# Solution key: the Skodje–Truhlar tunnelling correction

**Problem.** An elementary reaction crosses a single barrier whose top lies at $V_f$ above the reactants. The products lie at $\Delta$ above the reactants. (a) Define the transmission coefficient $\kappa$. (b) Find the transmission probability of a parabolic barrier. (c), (d) Derive closed forms of $\kappa$ above and below the crossover temperature, with bounds on what is dropped. (e) Examine the limits. (f) Apply the result to H + H$_2$O → OH + H$_2$. (g) State the range of validity.

**Conventions.** Energies are in kcal/mol, include zero-point energy, and are counted from the reactant ground state. $\beta = 1/RT$ in mol/kcal. The frequency at the barrier top is $i\omega$ with $\omega>0$, and $\hbar\omega = hc\tilde\nu$ per mole. Define

$$a=\frac{2\pi}{\hbar\omega},\qquad V=V_f-\max(0,\Delta),\qquad x=\frac{\beta}{a},\qquad A=aV,\qquad y=a(E-V_f).$$

$V$ is the height of the top above the higher asymptote. The condition $x=1$ defines the crossover temperature $T_c=1/(aR)$, so that $x=T_c/T$.

**Premises.**

- P1. The reaction coordinate $s$, of mass $\mu$, separates from the other modes, which contribute the same partition function to the quantum and to the classical rate.
- P2. Wherever transmission is possible, the barrier acts as the parabola $U=V_f-\tfrac12\mu\omega^2s^2$.
- P3. There is no transmission below the higher asymptote, because one side has no state there.

P2 and P3 together define the truncated parabola.

## (a) Definition of $\kappa$

Incident states in one dimension with momentum in $dp$ carry the flux $v\,dp/2\pi\hbar=dE/2\pi\hbar$. The thermal reactive flux is therefore proportional to $\int P(E)e^{-\beta E}dE$, where $P$ is the transmission probability. Classically $P$ is a unit step at $V_f$ and the integral is $e^{-\beta V_f}/\beta$. By P1 the ratio of the two fluxes is the factor that multiplies the transition-state rate constant. By P3 the integral starts at $E=V_f-V$, that is at $y=-A$:

$$\kappa=\beta e^{\beta V_f}\int_{V_f-V}^{\infty}P(E)\,e^{-\beta E}dE=\int_{-A}^{\infty}x\,e^{-xy}P\,dy. \tag{1}$$

Time-reversal symmetry makes $P$ at a given total energy the same in both directions, and $V$ is defined without reference to direction. Hence $\kappa$ is the same for the forward and the reverse reaction, and the factors $\kappa e^{-\beta V_f}$ and $\kappa e^{-\beta (V_f-\Delta)}$ stand in the ratio $e^{-\beta\Delta}$ that detailed balance requires.

## (b) Transmission through the parabola

With $\xi=s\sqrt{\mu\omega/\hbar}$ and $\eta=(E-V_f)/\hbar\omega$ the Schrödinger equation is $\psi''+(\xi^2+2\eta)\psi=0$. Insert $\psi_+=\xi^{\nu}e^{i\xi^2/2}$ with $\nu=i\eta-\tfrac12$. Differentiation gives $\psi_+''+(\xi^2+2\eta)\psi_+=\nu(\nu-1)\xi^{-2}\psi_+$, so $\psi_+$ and its complex conjugate $\psi_-$ are the leading asymptotic solutions at large $|\xi|$. The phase $\pm\xi^2/2$ has the gradient $\pm\xi$, so $\psi_+$ moves away from the barrier and $\psi_-$ towards it, on either side. For incidence from the left,

$$\psi\to t\,\xi^{i\eta-1/2}e^{i\xi^2/2}\ \ (\xi\to+\infty),\qquad \psi\to|\xi|^{-i\eta-1/2}e^{-i\xi^2/2}+r\,|\xi|^{i\eta-1/2}e^{i\xi^2/2}\ \ (\xi\to-\infty).$$

The solution is an entire function of $\xi$. Follow it along $\xi=\rho e^{i\varphi}$ with large $\rho$ and $\varphi$ from $0$ to $\pi$, where $|e^{i\xi^2/2}|=e^{-(\rho^2/2)\sin2\varphi}$. For $0<\varphi<\pi/2$ the transmitted wave is the decaying solution, no growing one is present, and its coefficient stays $t$. For $\pi/2<\varphi<\pi$ it is the growing solution. Its coefficient cannot change there, and only the decaying one, the future incident wave, can be switched on. At $\varphi=\pi$ the outgoing term has acquired the factor $(e^{i\pi})^{i\eta-1/2}=-ie^{-\pi\eta}$, so $r=-ie^{-\pi\eta}t$. The three waves have the same flux per squared amplitude, so $|r|^2+|t|^2=1$. Since $2\pi\eta=y$,

$$P=|t|^2=\frac{1}{1+e^{-y}}. \tag{2}$$

This is exact for the full parabola. It equals $\tfrac12$ at the top, and far below the top it tends to the WKB form $e^{y}=e^{-a(V_f-E)}$, whose exponent is linear in the energy.

## (c) Branch $\beta<a$

Write (1) as the integral over all $y$ minus the part below threshold. In the first, put $w=e^{-y}$ and use the Euler beta integral and the reflection formula, valid for $0<x<1$:

$$\int_{-\infty}^{\infty}\frac{x\,e^{-xy}}{1+e^{-y}}dy=x\int_0^\infty\frac{w^{x-1}}{1+w}dw=x\,\Gamma(x)\Gamma(1-x)=\frac{\pi x}{\sin\pi x}. \tag{3}$$

For $y\le-A<0$ the geometric series $P=\sum_{n\ge1}(-1)^{n+1}e^{ny}$ converges uniformly, with ratio at most $e^{-A}$, and may be integrated term by term: $\int_{-\infty}^{-A}x\,e^{(n-x)y}dy=x\,e^{-(n-x)A}/(n-x)$. Therefore

$$\kappa=\frac{\pi x}{\sin\pi x}-\sum_{n=1}^{\infty}(-1)^{n+1}\frac{x}{n-x}\,e^{-(n-x)A}. \tag{4}$$

This is Bell's series. Keeping $n=1$, which amounts to $P\approx e^{y}$ below threshold, and restoring the units gives the first branch,

$$\kappa_1=\frac{\pi\beta/a}{\sin(\pi\beta/a)}-\frac{\beta}{a-\beta}\,e^{(\beta-a)V}\qquad(\beta<a). \tag{5}$$

*Truncation error.* The terms alternate and decrease, so the remainder has the sign of the $n=2$ term and is smaller than it:

$$0<\kappa-\kappa_1<\frac{x}{2-x}e^{-(2-x)A}<e^{-A}. \tag{6}$$

## (d) Branch $\beta\ge a$

For $x\ge1$ the integral (3) diverges at $y\to-\infty$, because the Boltzmann factor grows at least as fast as $P$ falls. Split (1) at the top instead. Below the top use the identity $P=e^{y}-e^{2y}/(1+e^{y})$ and put $z=-y$:

$$\kappa=\underbrace{\int_0^A x\,e^{(x-1)z}dz}_{\kappa_2}+\underbrace{\int_0^\infty\frac{x\,e^{-xy}}{1+e^{-y}}dy}_{I_o}-\underbrace{\int_0^A x\,e^{(x-1)z}\frac{dz}{1+e^{z}}}_{I_c}. \tag{7}$$

The first integral is elementary and is the second branch,

$$\kappa_2=\frac{\beta}{\beta-a}\left\{e^{(\beta-a)V}-1\right\}\qquad(\beta\ge a). \tag{8}$$

Equations (5) and (8) are the formula of Skodje and Truhlar (1981). Equation (8) drops two terms of opposite sign, the flux over the barrier $I_o$ and the excess $I_c$ of the WKB form over (2).

*Cancellation at $x=1$.* Here $I_o=\ln2$ and $I_c=\int_0^A dz/(1+e^z)=\ln2-\ln(1+e^{-A})$. So $\kappa=A+\ln(1+e^{-A})$ while $\kappa_2=A$, and the difference is below $e^{-A}$. Adding a classical 1 for the over-barrier flux while dropping $I_c$ would give $A+1$, which is further from the exact value when $A$ is large.

*Bound for all $x\ge1$.* $I_o$ is the mean of the rising function $P$ over the normalised weight $xe^{-xy}$, which contracts towards $y=0$ as $x$ grows, so $\tfrac12<I_o\le\ln2$. Since $e^{(x-1)z}\ge1$, $\kappa_2\ge xA\ge A$, and $I_o/\kappa_2\le\ln2/A$. The ratio $I_c/\kappa_2$ is the mean of the falling function $1/(1+e^z)$ over a non-decreasing weight on $[0,A]$. It cannot exceed the unweighted mean, which is below $\ln2/A$. The difference of two positive numbers is smaller in size than the larger one, so

$$\frac{|\kappa-\kappa_2|}{\kappa_2}<\frac{\ln2}{A}. \tag{9}$$

## (e) Limits

*High temperature.* For $x\to0$ and large $A$ the second term of (5) is negligible, and $\pi x/\sin\pi x=1+(\pi x)^2/6+\dots=1+(\beta\hbar\omega)^2/24+\dots$, which is the Wigner correction.

*Crossover.* Put $x=1-\delta$. Then $\sin\pi x=\sin\pi\delta$ and $\pi x/\sin\pi x=(x/\delta)(1+\pi^2\delta^2/6+\dots)$, so

$$\kappa_1=\frac{x}{\delta}\left(1-e^{-\delta A}\right)+\frac{\pi^2}{6}\,\delta+O(\delta^2). \tag{10}$$

The first term is the function $\kappa_2$ continued to $x<1$. The poles of the two terms of (5) cancel, and both branches tend to $xA=\beta V=aV$ at $\beta=a$. The formula is continuous there. Its slope $d\kappa/dx$ is $A+A^2/2$ on the cold side and smaller by $\pi^2/6$ on the warm side. This kink belongs to the approximation, since (1) is analytic in $x$ for $\mathrm{Re}\,x>0$.

*Low temperature.* From (8),

$$\kappa_2e^{-\beta V}=\frac{\beta}{\beta-a}\left(e^{-aV}-e^{-\beta V}\right)\to e^{-aV}\qquad(T\to0). \tag{11}$$

The exact limit for the truncated parabola is $P$ at threshold, $1/(1+e^{A})$, because the thermal weight collects there. It differs from (11) by the relative amount $e^{-A}$. In the exothermic direction $V$ is the whole barrier, and the factor (11) becomes independent of temperature. In the endothermic direction $V_f=V+\Delta$, so $\kappa e^{-\beta V_f}\to e^{-aV}e^{-\beta\Delta}$. Tunnelling removes the activation due to $V$ and leaves that due to $\Delta$. The apparent activation energy of this factor follows from (8):

$$E_a=-\frac{d}{d\beta}\ln\left(\kappa_2e^{-\beta V_f}\right)=V_f-\frac1\beta+\frac{1}{\beta-a}-\frac{V}{1-e^{-(\beta-a)V}}\to\Delta. \tag{12}$$

The partition functions of the other modes add their own temperature dependence to the rate constant.

## (f) H + H$_2$O → OH + H$_2$

The inputs are approximate, typical values: $V_f=20.2$ kcal/mol, $\Delta=14.3$ kcal/mol, and $\tilde\nu=1200$ cm$^{-1}$, the saddle-point frequency, taken also as the curvature of the zero-point-inclusive barrier. The products are the higher asymptote, so $V=20.2-14.3=5.9$ kcal/mol. Then $\hbar\omega=3.431$ kcal/mol, $a=1.831$ mol/kcal, $A=10.80$ and $T_c=274.8$ K. Intermediate values below come from unrounded ones.

*300 K.* $\beta=1.677$ mol/kcal is below $a$, so (5) applies. $\pi x=2.8776$, $\sin\pi x=0.26098$, ratio $11.026$. Further $x/(1-x)=10.898$, $(1-x)A=0.9081$, $e^{-0.9081}=0.4033$, product $4.395$. Thus $\kappa_1=11.026-4.395=6.63$. The bound (6) from the $n=2$ term is $6.9\times10^{-6}$.

*200 K.* $\beta=2.516$ mol/kcal exceeds $a$, so (8) applies. $x/(x-1)=3.674$, $(x-1)A=4.040$, $e^{(x-1)A}=56.84$, and $\kappa_2=3.674\times55.84=205$.

| $T$/K | $x$ | $\pi x/\sin\pi x$ | $\kappa$, (5) or (8) | $\kappa$, quadrature of (1) with (2) |
|---|---|---|---|---|
| 1000 | 0.275 | 1.14 | 1.14 | 1.14 |
| 500 | 0.550 | 1.75 | 1.74 | 1.74 |
| 300 | 0.916 | 11.0 | 6.63 | 6.63 |
| 274.8 | 1 | diverges | 10.8 | 10.8 |
| 200 | 1.374 | not applicable | 205 | 204 |

The closed form reproduces its own model closely. At 200 K it is 0.5 % high, inside the bound of 6.4 % from (9). The kink of $1.64$ is 2.4 % of the slope $69.2$. The limit (11) is $e^{-A}=2.0\times10^{-5}$, and (12) gives $E_a=15.3$ kcal/mol at 200 K, close to $\Delta$ and far below $V_f$.

*Common mistake.* Using $V_f$ in place of $V$, with $aV_f=36.99$, admits tunnelling into energies where OH + H$_2$ has no states. It gives $10.5$ at 300 K and $3.7\times10^{6}$ at 200 K, and it violates detailed balance with the reverse reaction.

*Size of the neglected barrier shape.* P2 is tested on an Eckart barrier with the same $V_f$, $\Delta$ and $\omega$. It is $U=\Delta q+Bq(1-q)$ with $q=1/(1+e^{-s/L})$, so $ds=L\,dq/[q(1-q)]$. Its maximum $(\Delta+B)^2/4B=V_f$ gives $\sqrt B=\sqrt{V_f}+\sqrt V$. Write $U-E=B(q-q_1)(q_2-q)$. Evaluating this at $q=0$ and $q=1$ gives $Bq_1q_2=E$ and $B(1-q_1)(1-q_2)=E-\Delta$. Use $1/[q(1-q)]=1/q+1/(1-q)$, the integral $\int_{q_1}^{q_2}\sqrt{(q-q_1)(q_2-q)}\,dq/q=\pi[(q_1+q_2)/2-\sqrt{q_1q_2}]$ and its mirror image under $q\to1-q$. The WKB exponent $2\theta=(2/\hbar)\int\sqrt{2\mu(U-E)}\,ds$ is then proportional to $\sqrt B-\sqrt E-\sqrt{E-\Delta}$. Equal curvature requires $d(2\theta)/dE=-a$ at the top, which fixes the constant:

$$2\theta(E)=2a\sqrt{V_fV}\left[1-\frac{\sqrt E+\sqrt{E-\Delta}}{\sqrt{V_f}+\sqrt V}\right]. \tag{13}$$

At threshold $2\theta=18.1$, against $A=10.80$ for the parabola, because the Eckart barrier widens towards its base. Put the semiclassical $P=1/(1+e^{2\theta})$, which is (2) with $-y$ replaced by $2\theta$, into (1). Quadrature gives $\kappa=4.0$ at 300 K and $36$ at 200 K. The parabola exceeds these by more than one half and by more than a factor of five. The cause is visible in the integrand $e^{-\beta E-2\theta}$. For the parabola below $T_c$ it is largest at threshold. For (13) it peaks where $d(2\theta)/dE=-\beta$, the instanton condition, which at 200 K lies $2.5$ kcal/mol above threshold.

The values 6.63 and 205 are therefore the model's, and the shape of the barrier leaves them one figure at best. As typical knowledge, effective transmission coefficients for this reaction pair are about 3 to 5 at 300 K and a few tens at 200 K, so the model is high by up to a factor of two at 300 K and by roughly five to ten at 200 K.

## (g) Range of validity

1. *As an evaluation of the truncated parabola*, (5) and (8) need $A=2\pi V/\hbar\omega\gg1$, that is $V$ well above $1/a$, which is $0.546$ kcal/mol in (f). The absolute error is below $e^{-A}$ for $\beta<a$ and the relative error below $\ln2/A$ for $\beta\ge a$. For small $A$ the formula fails. At $x=1$ and $A=1$ it gives 1 against $\ln(1+e)=1.31$, and for $V\to0$ equation (8) vanishes while (7) tends to $I_o>\tfrac12$.
2. *As a description of a real barrier*, P2 holds while the thermal flux passes near the top, that is well above $T_c$, where (5) is close to $\pi x/\sin\pi x$. Near and below $T_c$ the result depends on the lower part of the barrier, which $\omega$ does not describe. For a barrier that widens faster than the parabola, such as (13), $\kappa$ comes out too large.
3. *The limit (11)* is a property of the sharp cut in P3. For a potential that flattens out to its asymptote, $P$ in general goes to zero at the threshold, and a well on the side of the higher asymptote changes the low-energy behaviour again.
4. *P1* leaves out the curvature of the reaction path, which shortens tunnelling paths and raises $\kappa$, and the variation of zero-point energy along the path, which changes the width and position of the effective barrier. Neither is fixed by $V$ and $\omega$. For H + H$_2$O → OH + H$_2$ with the inputs of (f), the formula is a small and well-controlled correction at 1000 K, an estimate within a factor of about two at 300 K, and an order of magnitude at 200 K.